A water molecule bound to indigane (InH₃), H₃In·OH₂, contains O–H bonds (rows 1 and 2), In–H bonds (rows 3 to 5) and one long In–O contact (row 6). The table describes the bond critical point of each, the place between two atoms where the gradient of the electron density vanishes. In the table's atom numbers, 1 is indium, 2 is oxygen and the others are hydrogen.

Bond critical points (QTAIM) of the neutral singlet H₃In·OH₂, computed with PySCF 2.14.0 at the PBE0/def2-SVP level, as a single point on a GFN2-xTB geometry.

| row | density (a.u.) | first atom | second atom | laplacian (a.u.) | energy density (a.u.) |
| --- | --- | --- | --- | --- | --- |
| 1 | 0.351 | 2.000 | 4.000 | -2.462 | -0.679 |
| 2 | 0.350 | 2.000 | 3.000 | -2.459 | -0.678 |
| 3 | 0.106 | 1.000 | 5.000 | 0.189 | -0.041 |
| 4 | 0.106 | 1.000 | 7.000 | 0.189 | -0.041 |
| 5 | 0.103 | 1.000 | 6.000 | 0.187 | -0.039 |
| 6 | 0.039 | 1.000 | 2.000 | 0.165 | -0.001 |

The energy density $H$ is the kinetic plus the potential energy per volume. A clearly negative value is read as a sign of shared electrons. A density map measured by X-ray diffraction yields the density $\rho$ and its laplacian $L$, but not $H$, so a way from the first two to the third is useful. All quantities are in atomic units.

**(a) Find a rule that gives $H$ from $\rho$ and $L$ alone.**

Let $G$ be the kinetic and $V$ the potential energy density, so that $H=G+V$. The local virial theorem, $2G+V=L/4$, removes the potential part:

$$H=\frac{L}{4}-G .$$

What remains is to estimate $G$. A uniform electron gas has $G=C\rho^{5/3}$ with $C=\tfrac{3}{10}(3\pi^2)^{2/3}\approx2.87$, because electrons packed more densely must move faster. For a slowly varying density, theory adds $L/6$ and a term in the squared gradient, which is zero at a critical point. Together these give

$$H\approx\frac{L}{12}-2.87\,\rho^{5/3}.$$

No constant has been fitted to the table. The virial step is built into the computed values, so a comparison with them tests only the estimate of $G$.

**(b) Apply the rule to an O–H bond (row 1) and an In–H bond (row 3).**

The power $\rho^{5/3}$ is the density times the square of its cube root. For row 1 this is 0.175, and

$$H\approx\frac{-2.462}{12}-2.87\times0.175=-0.205-0.502=-0.707 .$$

The calculation gives −0.679, so the estimate is 4% too negative. Both terms are negative here: the density is high, and the negative laplacian shows that it is concentrated at this point.

For row 3 the power is 0.0237, and

$$H\approx\frac{0.189}{12}-2.87\times0.0237=0.016-0.068=-0.052 .$$

The computed value is −0.041, so the estimate is too negative by a little over a quarter. The laplacian is now positive, yet the density term outweighs it and $H$ stays negative. A positive laplacian alone therefore doesn't make In–H a bond without sharing.

**(c) How well does the rule do over the whole table, and what limits it?**

The other O–H and In–H bonds behave like the two worked rows, so the table tests the rule on only three kinds of bond. The third kind, In–O, shows the limit. There the rule gives about +0.001 where the table has −0.001: the absolute miss is the smallest of all, but the sign is wrong.

The reason becomes clear when the estimated $G$ is compared with the $G$ of the same calculation. It is 41% too large for O–H, 13% too large for In–H and only a few per cent too small for In–O. The rule thus knows the kinetic energy best exactly where its $H$ is least useful. What decides is how large $G$ is beside $H$, since any error in $G$ passes into $H$ at full size, with its sign reversed.

In O–H, $G$ is less than a tenth of the size of $H$, so an estimate 41% too large does little harm. The error stays that small because the negative $L/6$ takes away about four fifths of the electron-gas term. In In–H, $L/4$ and $G$ have the same sign and partly cancel, which magnifies the relative error. In In–O they cancel almost completely. A density only a few per cent higher at the same laplacian would bring the estimate to zero, and that density depends on an In–O distance taken from a tight-binding geometry. The computed $H$ is itself so close to zero that its sign doesn't establish covalency.

Theory also suggests why $G$ comes out too large in O–H. If a single electron pair made up the whole density, its $G$ would vanish wherever the gradient vanishes. An O–H bond comes near this case, and a formula made for an electron gas doesn't know it.

A simpler law, $H$ proportional to $\rho^2$, with its one constant fitted to all six rows, has a slightly smaller root-mean-square error, 0.015 against 0.017. It owes this to the O–H rows, which fix the constant; for In–H it misses by half of the computed value. The output below lists the estimates row by row.

In practice, work out the two terms of the rule and compare them before adding. If they nearly balance, as in In–O, report $H$ as close to zero and leave its sign open. If they differ in sign but the density term is about four times the larger, as in In–H, take the size as rough; the sign came out right here. If both are negative, as in O–H, the sign is certain, because $L/4$ is negative and $G$ can't be. The small error found for O–H doesn't carry over to every such bond, though. Where the density is high but the laplacian only weakly negative, $L/6$ removes little of the electron-gas term, and the estimated $G$ can be far too large.

Numerical output:

```
constant C of the uniform-gas kinetic energy (a.u.): 2.871
rule H = L/12 - C rho^(5/3), all in a.u.:
  row  rho^(5/3)  gas term     L/12  estimated H  computed H  estimate less computed
    1     0.1747    0.5015  -0.2052      -0.7066      -0.679                -0.02764
    2     0.1738    0.4991  -0.2049       -0.704      -0.678                -0.02601
    3    0.02374   0.06817  0.01575     -0.05242      -0.041                -0.01142
    4    0.02374   0.06817  0.01575     -0.05242      -0.041                -0.01142
    5    0.02263   0.06498  0.01558      -0.0494      -0.039                 -0.0104
    6   0.004485   0.01288  0.01375    0.0008722      -0.001                0.001872
kinetic energy density and rival without gradient correction, a.u.:
  row  computed G  estimated G  computed G over gas term  H without correction  its miss
    1     0.06384      0.09114                    0.1273                -1.117    -0.438
    2     0.06374      0.08926                    0.1277                -1.114   -0.4358
    3     0.08808      0.09967                     1.292              -0.02092   0.02008
    4      0.0877      0.09967                     1.287              -0.02092   0.02008
    5     0.08535      0.09615                     1.313              -0.01823   0.02077
    6      0.0418      0.04038                     3.246               0.02837   0.02937
largest miss of the rule over all rows (a.u.): 0.02764
rms miss of the rule over all rows (a.u.): 0.01738
rms miss without gradient correction (a.u.): 0.2529
O-H: mean miss in percent of computed H: 3.953
In-H: mean miss in percent of computed H: 27.45
O-H: mean excess of estimated G (percent): 41.4
In-H: mean excess of estimated G (percent): 13.15
In-O: excess of estimated G (percent): -3.402
In-O: H from L/4 less computed G, finer than the rounded table (a.u.): -0.00055
In-O: rise in density that would bring the estimate to zero (percent): 4.01
fit of energy_density on 6 rows: coefficient of rho2 -5.5 +/- 0.093; rms 0.0148, worst 3 -0.0208, leave-one-out rms 0.0152
In-H: mean miss of the rho^2 law in percent of computed H: 50.36
```
